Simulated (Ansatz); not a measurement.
# A series in volume per atom on Si

All results are calculated (Ansatz 0.2.0 development build). Equation of state of a cubic crystal from periodic Kohn-Sham density functional theory without spin; pressure corrected for the finite basis.

Cell of the first row (space group Fd-3m, No. 227):
```
CELL_PARAMETERS angstrom
0.00000 2.66010 2.66010
2.66010 0.00000 2.66010
2.66010 2.66010 0.00000
ATOMIC_POSITIONS crystal
Si 0.00000 0.00000 0.00000
Si 0.25000 0.25000 0.25000
```

Settings of every row: formula Si; structure type diamond; functional r2SCAN; spin treatment none; k mesh 11x11x11; occupation method fermi-dirac; occupation width 0.1 eV; wave cutoff 500 eV; datasets soft-1 PAW; density cutoff ratio 4.

```
row  volume per atom (Å³)  pressure (GPa)  energy above lowest point (meV/atom)
  1                18.824           7.727                                 30.33
  2                19.438           3.864                                  8.32
  3                20.052               ?                                     ?
  4                20.665          -2.248                                  3.36
  5                21.279          -4.645                                 16.69
```

Question: what pressure should row 3 give?

Worked fit of pressure. Take u = (V_r/V)^(2/3) − 1 with V_r = 20.051 Å³ an atom, which is twice the finite (Eulerian) strain; such expansions in the strain, on which the Birch-Murnaghan equation of state is built, carry the rest volume and the bulk modulus. The shown rows have u = 0.043, 0.02092, -0.01991, -0.03885. Least squares give pressure = 0.5676 + 149.471 × u + 395.12 × u² GPa; a straight line predicts inner rows, each left out in turn, worse (root mean square 0.38 against 0.0091 GPa). The rows lie off it by 0.002, -0.003, 0.004, -0.002. The pressure vanishes at u = -0.0038, or V = 20.17 Å³ an atom, and there the bulk modulus at fixed shape and fractions is B = −V dP/dV = (2/3)(1 + u) dP/du = 97.3 GPa. The withheld row has u = -3e-05, so the fit gives 0.5676 + 149.471 × (-3e-05) + 395.12 × (-3e-05)² = 0.563 GPa.

The calculation gave 0.566 GPa. The fit lies 0.003 GPa (0.024 % of the column's range) below it; its largest miss of a shown row is 0.004 GPa.

The other values of row 3: energy above lowest point 0 meV/atom.
